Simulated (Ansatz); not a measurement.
# Ligand exchange: GeH2(CH3)Cl + C2Cl3F3 → GeH2(CH3)F + C2Cl4F2

Gas-phase species: GeH2(CH3)Cl, singlet; C2Cl3F3 (1,1,2-trichlorotrifluoroethane) `FC(F)(Cl)C(F)(Cl)Cl`, singlet; GeH2(CH3)F, singlet; C2Cl4F2 (1,1,1,2-tetrachloro-2,2-difluoroethane) `FC(F)(Cl)C(Cl)(Cl)Cl`, singlet. The partners trade Cl for F: Ge–Cl and C–F bonds give way to Ge–F and C–Cl.

Shapes, held fixed at every level: PBE0-D4/def2-TZVP. Flexible molecules stand in one conformer, not always the lowest. Programs: Ansatz 0.2.0. The zero-point and thermal change to 298 K, harmonic and unscaled (PBE0-D4/def2-TZVP), is -2.1 kJ/mol.

(1) Estimate ΔH(298 K) of this reaction.

Results:

(1) The highest level, CCSD(T)/def2-TZVPP, gives ΔH(298 K) = +23.2 kJ/mol; the levels span +23.2 to +45.1. The column of differences is taken from that level and isn't an error. No measured value is set beside it here. Relativity is left out for Ge. Outer-core shells of Ge are correlated, in sets that cover them unevenly.

```
               level                   kind  ΔH(298 K) (kJ/mol)  less CCSD(T)/def2-TZVPP
       HF/def2-TZVPP           Hartree–Fock               +45.1                    +21.9
    SPW92/def2-TZVPP                    LDA               +31.0                     +7.8
   PBE-D4/def2-TZVPP                    GGA               +27.3                     +4.1
r2SCAN-D4/def2-TZVPP               meta-GGA               +32.0                     +8.8
 BHLYP-D4/def2-TZVPP          global hybrid               +31.5                     +8.3
  PBE0-D4/def2-TZVPP          global hybrid               +31.8                     +8.6
   B2PLYP/def2-TZVPP          double hybrid               +24.8                     +1.6
  CCSD(T)/def2-TZVPP  coupled cluster or CI               +23.2                      0.0
```

The exchange is endothermic at every level, so fluorine prefers carbon to germanium in this pair. Both Ge–F and C–F bonds are strong and polar, and the sign rests on which centre gains more when fluorine replaces chlorine. Here the carbon side wins, probably helped by the fluorine lone pair donating into the antibonding C–Cl orbitals on the same carbon. That stabilisation is lost when CFCl2 becomes the more crowded CCl3 group. The thermal term is small, so the preference is essentially electronic.

Hartree–Fock exaggerates the cost most, at +45.1 kJ/mol against +23.2 kJ/mol with coupled cluster. Electron correlation therefore favours the products, which suggests that attraction among the polarisable chlorines gathered on the ethane matters. The share of exact exchange doesn't by itself order the functionals, since r2SCAN-D4, PBE0-D4 and BHLYP-D4 nearly coincide. The sign is well supported, but the enthalpy alone doesn't show how fast the halogens would exchange.
